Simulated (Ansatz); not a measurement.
# SbAu: the change of pressure with volume per atom

Periodic Kohn-Sham DFT of a crystal at fixed atoms; pressure and stress are positive in compression; the energy is the free energy less that of spherical unpolarised free atoms; site moments are those in the method's own spheres, positive along +z. The results are calculated, by Ansatz 0.2.0.

Cell of the first row (space group F-43m, No. 216):
```
SbAu
1.0
      0.0000     3.0479     3.0479
      3.0479     0.0000     3.0479
      3.0479     3.0479     0.0000
Au Sb
1 1
Direct
  0.00000 0.00000 0.00000
  0.25000 0.25000 0.25000
```

Settings of every row: method frozen-core PAW; functional PBE; relativity scalar; k mesh 10x10x10; filling fermi-dirac; smearing width 0.08 eV; wave cutoff 420 eV; paw set soft_2.

Atom start moment: 0 on all atoms.

Limits: no spin-orbit coupling on heavy atoms; the cell comes from a prototype or a list of computed structures and needn't be the stable phase.

```
row  volume per atom (Å³)  pressure (GPa)
  1                28.314           4.137
  2                29.203           1.868
  3                30.106          -0.031
  4                31.009               ?
  5                31.912          -2.911
```

Question: what pressure should row 4 give?

Worked fit of pressure. Take u = (V_r/V)^(2/3) − 1 with V_r = 29.654 Å³ an atom, which is twice the finite (Eulerian) strain; such expansions in the strain, on which the Birch-Murnaghan equation of state is built, carry the rest volume and the bulk modulus. The shown rows have u = 0.03131, 0.01027, -0.01003, -0.04775. Least squares give pressure = 0.8759 + 94.244 × u + 313.38 × u² GPa; a straight line predicts inner rows, each left out in turn, worse (root mean square 0.31 against 0.018 GPa). The rows lie off it by 0.003, -0.009, 0.007, -0.001 (root mean square 0.0059 GPa). The pressure vanishes at u = -0.0096, or V = 30.09 Å³ an atom, and there the bulk modulus at fixed shape and fractions is B = −V dP/dV = (2/3)(1 + u) dP/du = 58.3 GPa. The withheld row has u = -0.02935, so the fit gives 0.8759 + 94.244 × (-0.02935) + 313.38 × (-0.02935)² = -1.620 GPa.

The calculation gave -1.602 GPa. The fit lies 0.018 GPa (1.1 % of the value, 0.26 % of the column's range) below it; its largest miss of a shown row is 0.009 GPa.
